Q: I have flattened and stretched an SnSe$_2$ crystal at constant volume. The axial ratio is its height over its width, divided by the starting value of that quotient. The energy makes a valley and the gap makes a peak, but the gap looks uneven on the flattened side. Is there a real break?

SnSe2 (CdI2 type, a = 3.811, c = 6.137 Å, not relaxed), strained along c at a fixed 25.73 Å³/atom with fixed fractional coordinates. Ansatz 0.2.0, plane-wave PAW, PBE, scalar-relativistic, no spin polarisation, cutoff 420 eV, Gamma-centred 12×12×6 k mesh, Gaussian smearing 0.05 eV. Free energies are relative to ratio 1; pressure is positive in compression.

```csv
axial ratio (over its starting value),energy change (meV/atom),pressure (GPa),gap on mesh (eV)
0.8,119.0,4.12,0.021
0.85,77.9,4.58,0.069
0.92,29.3,5.01,0.160
0.96,10.4,5.16,0.523
1,0.0,5.27,0.709
1.05,0.6,5.37,0.645
1.1,17.6,5.46,0.387
1.2,102.4,5.75,0.000
1.3,242.7,6.32,0.000
```

A: There is one in the gap, at ratio 0.92. Between 0.96 and 0.92 the gap shrinks by about 85 meV for each per cent of the ratio, but between 0.92 and 0.85 by only about 12 meV. It plunges and then falls much more slowly, although on the mesh it is still open. The zeros at 1.2 and 1.3 are a different matter: once filled and empty bands overlap, the gap is recorded as zero however far the overlap goes.

Q: Why should the gap have a peak in the first place?

A: The top of the filled bands in SnSe$_2$ comes mainly from selenium 4p orbitals, and the bottom of the empty ones from tin 5s mixed with selenium 4p. In the starting cell each tin atom sits in a nearly regular octahedron of selenium. The Se–Se contacts within a plane and between neighbouring planes are almost equal, 3.81 and 3.78 Å. The three p directions then have similar surroundings, and none is pushed far above the others.

Flattening to 0.8 shortens the contacts between planes to 3.55 Å and lengthens those within a plane. Drawing the crystal out does the reverse. Shorter contacts make p orbitals overlap more, which widens their bands and can lift the highest filled level towards the empty ones. Either deformation therefore tends to narrow the gap, through p orbitals pointing along the axis in one case and across it in the other. The contact lengths follow from the geometry; the orbital part is standard chemistry that this scan doesn't test.

Q: Couldn't the break at 0.92 simply mean that a different pair of levels now sets the gap?

A: That would bend the curve the other way. The gap is the smallest difference between any empty level and any filled one on the mesh of k points, the wavevectors at which levels are computed. Suppose each such difference changes nearly in a straight line with strain. A new pair becomes the smallest because its difference is falling faster than that of the old pair, so the gap curve steepens on the way down.

The curve is then shaped like a roof, and no row can lie below the straight line between its neighbours. I drew that line from 0.85 to 0.96, using the logarithm of the ratio as the measure of strain. It gives 0.36 eV at 0.92, whereas the calculation gives 0.160 eV. The row lies 0.20 eV too low, which is the size of the break.

Q: So what can bend the curve the wrong way?

A: The difference between a filled and an empty level must change its slope sharply. This can happen when a filled and an empty level come close at the same k point. If they can mix, they repel each other and their approach slows down. If symmetry forbids mixing, they cross and exchange roles, and their separation at that k point grows again. Neighbouring k points, where the two levels are still close, can then set the gap. Either course can turn a steep fall into a shallow tail.

I consider such a meeting of levels the likeliest cause, but it remains an inference. The results contain no energies of individual levels, so they don't show which ones meet or where. The mesh may also miss the places where the bands touch, so the tail could belong to a crystal that is already metallic. At 0.8 the gap of 0.021 eV is smaller than the 0.05 eV smearing of the occupations and shouldn't be read as proof of an insulator.

Q: If something so drastic happens to the levels, why is the energy curve smooth?

A: The gap depends on two levels, the energy on all the filled ones. Levels near the band edges at a few k points carry little weight in that sum. Most of the energy change comes from the bonding as a whole, and here the deformation mainly bends the octahedra. The Sn–Se bonds stay between 2.68 and 2.72 Å throughout, so none of these bonds breaks and puts a kink in the energy.

Q: Can you show that the energy has no hidden jump between 0.96 and 0.92?

A: The stresses from the same calculation allow a check. When the ratio $x$ grows at fixed volume, two thirds of its logarithmic change is stretch along the axis and one third is shrinkage in each direction across it. With $V$ the volume per atom and $\sigma$ the stress, positive in compression, the energy per atom obeys

$$\frac{dE}{d\ln x}=-\frac{2}{3}V\,(\sigma_{\rm axial}-\sigma_{\rm in\text{-}plane}).$$

The stress difference is 3.33 GPa at 0.96 and 4.87 GPa at 0.92, on average 4.10 GPa. The step in $\ln x$ is $\ln(0.92/0.96)=-0.0426$. One eV/Å$^3$ is 160.2 GPa, so

$$\Delta E\approx\frac{2}{3}\times25.73\times\frac{4.10}{160.2}\times0.0426\ \text{eV}=18.7\ \text{meV}.$$

The table gives $29.3-10.4=18.9$ meV/atom. The energy thus passes smoothly through the very step in which the gap plunges. This estimate has no adjustable constant, and over all the steps it misses by less than 1.3 meV/atom, most of all in the last one, where the energy climbs by 140 meV/atom. The printed output lists every step.

Q: Is ratio 1 at least the natural shape of the crystal?

A: Not quite. The stress difference vanishes near 1.02, and that is where the valley has its floor. The selenium atoms were also held at fixed fractional positions, although forces act on them. Letting them move would lower the total energy at every ratio and could shift the break in the gap. The volume isn't the natural one either: the pressure of 5.27 GPa at ratio 1 means that PBE would expand this cell. PBE misses most of the dispersion attraction between the layers. The lack of this attraction is expected to add to the pressure and to affect the shape of the energy valley.

Q: What should I take from this if I only want to know how much strain the material tolerates?

A: Don't let a smooth energy or stress curve reassure you about the gap. At 0.92 the deformation costs only 29 meV/atom, yet the gap has fallen from 0.709 to 0.160 eV. The ratio at which it really closes is uncertain, because PBE makes gaps too small and closure may come too early. Spin–orbit coupling, left out here, also splits selenium p levels and can matter when the gap is this small. To find the cause of the break, I would follow the individual levels between 0.96 and 0.92 in small steps of strain and on a finer mesh, and see whether a filled and an empty one meet.

The analysis program printed:

```
Steps from the row above to this row:
   row  gap step eV  gap slope meV per percent of ratio  energy step meV/atom  energy step from stress meV/atom  stress estimate less energy step
  0.85        0.048                               7.918                 -41.1                            -41.39                           -0.2873
  0.92        0.091                                11.5                 -48.6                             -47.6                             1.004
  0.96        0.363                               85.29                 -18.9                            -18.68                            0.2181
   1.0        0.186                               45.56                 -10.4                             -10.2                            0.2029
  1.05       -0.064                              -13.12                   0.6                            0.9209                            0.3209
   1.1       -0.258                              -55.46                    17                             17.26                            0.2557
   1.2       -0.387                              -44.48                  84.8                             85.17                            0.3666
   1.3            0                                   0                 140.3                             139.1                            -1.244
Contacts and smearing:
   row  Se-Se within a plane A  Se-Se between planes A  Sn-Se A  axial less in-plane stress GPa  smearing shift meV/atom
   0.8                   4.105                   3.551    2.714                           6.391                  0.07333
  0.85                   4.023                   3.602      2.7                           6.362                  0.04667
  0.92                   3.918                    3.68    2.688                           4.874                    0.001
  0.96                   3.863                   3.727    2.684                           3.326                        0
   1.0                   3.811                   3.776    2.682                            1.34                        0
  1.05                    3.75                   3.839    2.683                          -1.692                        0
   1.1                   3.692                   3.903    2.686                          -5.237                        0
   1.2                   3.586                   4.037      2.7                          -13.05                   0.1733
   1.3                   3.492                   4.174    2.721                          -19.41                     0.25
Gap at 0.92 on the straight line between 0.85 and 0.96 in eV: 0.3642
Computed gap at 0.92 less that line in eV: -0.2042
Gap slope between 0.92 and 0.96 over that between 0.85 and 0.92: 7.417
Largest miss of the stress estimate for an energy step in meV/atom: 1.244
Axial ratio at which the stress difference vanishes: 1.022
```
